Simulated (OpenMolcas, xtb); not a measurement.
A ladder of methods for GeH4S (SMILES [SH][GeH3])

The species is GeH4S (6 atoms), meant as a singlet with charge 0. SMILES: `[SH][GeH3]`. Geometry: relaxed at PBE0-D4/def2-TZVP.

Each level gives the dipole moment (D). The values are calculated.

```
                             level            kind     program  value (D)   CPU time
                          GFN2-xTB  semi-empirical         xtb       2.03  under 2 s
                          GFN0-xTB  semi-empirical         xtb       1.58  under 2 s
                          GFN1-xTB  semi-empirical         xtb       1.29  under 2 s
                         HF/STO-3G    Hartree–Fock  OpenMolcas       1.17      2.1 s
                          HF/3-21G    Hartree–Fock  OpenMolcas       2.50      2.3 s
                          HF/6-31G    Hartree–Fock  OpenMolcas       2.48      3.9 s
                       HF/def2-SVP    Hartree–Fock  OpenMolcas       1.53      4.8 s
                      BP86/cc-pVDZ             GGA  OpenMolcas       1.31       21 s
B3LYP/6-31G* (spherical functions)   global hybrid  OpenMolcas       1.57       16 s
B3LYP/6-31G* (Cartesian functions)   global hybrid  OpenMolcas       1.57       16 s
```

All-electron rows without a relativistic Hamiltonian named are non-relativistic. The values span 1.17 to 2.50 D. Sets without polarisation functions give poor dipoles. Without the sets that lack polarisation functions the rows with a basis span only 1.31 to 1.57 D. Times are those of the runs behind each value, whatever else they computed, on shared processors of several kinds: orders of magnitude only.

The clearest contrast is within Hartree–Fock, where the dipole falls from 2.48 D with 6-31G to 1.53 D with def2-SVP. Sulfur is more electronegative than germanium, so the Ge–S bond carries negative charge towards sulfur, whose lone pairs also contribute to the moment. Without d functions, the density around sulfur cannot deform properly within the bonding field, and the split-valence sets probably exaggerate the charge separation. STO-3G errs the other way, at 1.17 D, presumably because its rigid minimal valence shell restricts charge transfer as well as polarisation.

The identical B3LYP values show that the extra s-like component of the Cartesian d shells is immaterial here at the printed precision. The lower BP86 value cannot be assigned to the functional alone, since the basis changes too. Among the tight-binding models, the closeness of GFN1-xTB to BP86 may be fortuitous, as their spread reflects different parametrisations rather than systematic convergence. Without a correlated calculation in a large basis with diffuse functions, the polarised results indicate a plausible range rather than a converged dipole.
